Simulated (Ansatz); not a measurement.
## TaCuN2: energy less free atoms and pressure against volume per atom

Periodic Kohn-Sham DFT of a crystal at fixed atoms; pressure and stress are positive in compression; the energy is the free energy less that of spherical unpolarised free atoms; site moments are those in the method's own spheres, positive along +z. The results are calculated, by Ansatz 0.2.0.

Cell of the first row (space group R-3m, No. 166):
```
cell vectors (Å)
   1.5360     0.8868     5.6940
  -1.5360     0.8868     5.6940
   0.0000    -1.7736     5.6940
atoms (fractions of the cell vectors)
Ta  0.50000  0.50000  0.50000
Cu  0.00000  0.00000  0.00000
N   0.11900  0.11900  0.11900
N   0.88100  0.88100  0.88100
```

Settings of every row: method all-electron LAPW; functional PBEsol; relativity scalar; k mesh 12x12x12; filling fermi-dirac; smearing width 0.05 eV; basis error target 1 meV/atom; nucleus gaussian.

Atom start moment: 0 on all atoms.

Limits: no spin-orbit coupling on heavy atoms.

| row | volume per atom (Å³) | energy less free atoms (eV/atom) | pressure (GPa) |
| --- | --- | --- | --- |
| 1 | 11.634 | -8.1204 | 36.123 |
| 2 | 12.129 | -8.211 | 22.974 |
| 3 | 12.377 | -8.2421 | 17.3 |
| 4 | 12.5 | -8.2544 | 14.662 |
| 5 | 12.872 | ? | ? |

Question: what energy less free atoms and pressure should row 5 give?

Worked fit of energy less free atoms. Take u = (V_r/V)^(2/3) − 1 with V_r = 12.253 Å³ an atom, which is twice the finite (Eulerian) strain; such expansions in the strain, on which the Birch-Murnaghan equation of state is built, carry the rest volume and the bulk modulus. The shown rows have u = 0.03516, 0.0068, -0.00669, -0.01322. Least squares give energy less free atoms = −8.22764 + 2.304 × u + 21.221 × u² eV/atom; a straight line predicts inner rows, each left out in turn, worse (root mean square 0.0073 against 2.2e-05 eV/atom). All shown rows lie on it to the printed digit. The withheld row has u = -0.03232, so the fit gives −8.22764 + 2.304 × (-0.03232) + 21.221 × (-0.03232)² = -8.2799 eV/atom.

The calculation gave -8.2799 eV/atom. The fit meets it to the printed digit. This row lies beyond the range of the fit.

Worked fit of pressure. Take u = (V_r/V)^(2/3) − 1 with V_r = 12.253 Å³ an atom, which is twice the finite (Eulerian) strain; such expansions in the strain, on which the Birch-Murnaghan equation of state is built, carry the rest volume and the bulk modulus. The shown rows have u = 0.03516, 0.0068, -0.00669, -0.01322. Least squares give pressure = 20.0659 + 421.549 × u + 998.88 × u² GPa; a straight line predicts inner rows, each left out in turn, worse (root mean square 0.35 against 0.025 GPa). The rows lie off it by 0.001, -0.005, 0.010, -0.006 (root mean square 0.0064 GPa). The withheld row has u = -0.03232, so the fit gives 20.0659 + 421.549 × (-0.03232) + 998.88 × (-0.03232)² = 7.485 GPa.

The calculation gave 7.472 GPa. The fit lies 0.013 GPa (0.045 % of the column's range) above it; its largest miss of a shown row is 0.010 GPa. This row lies beyond the range of the fit.
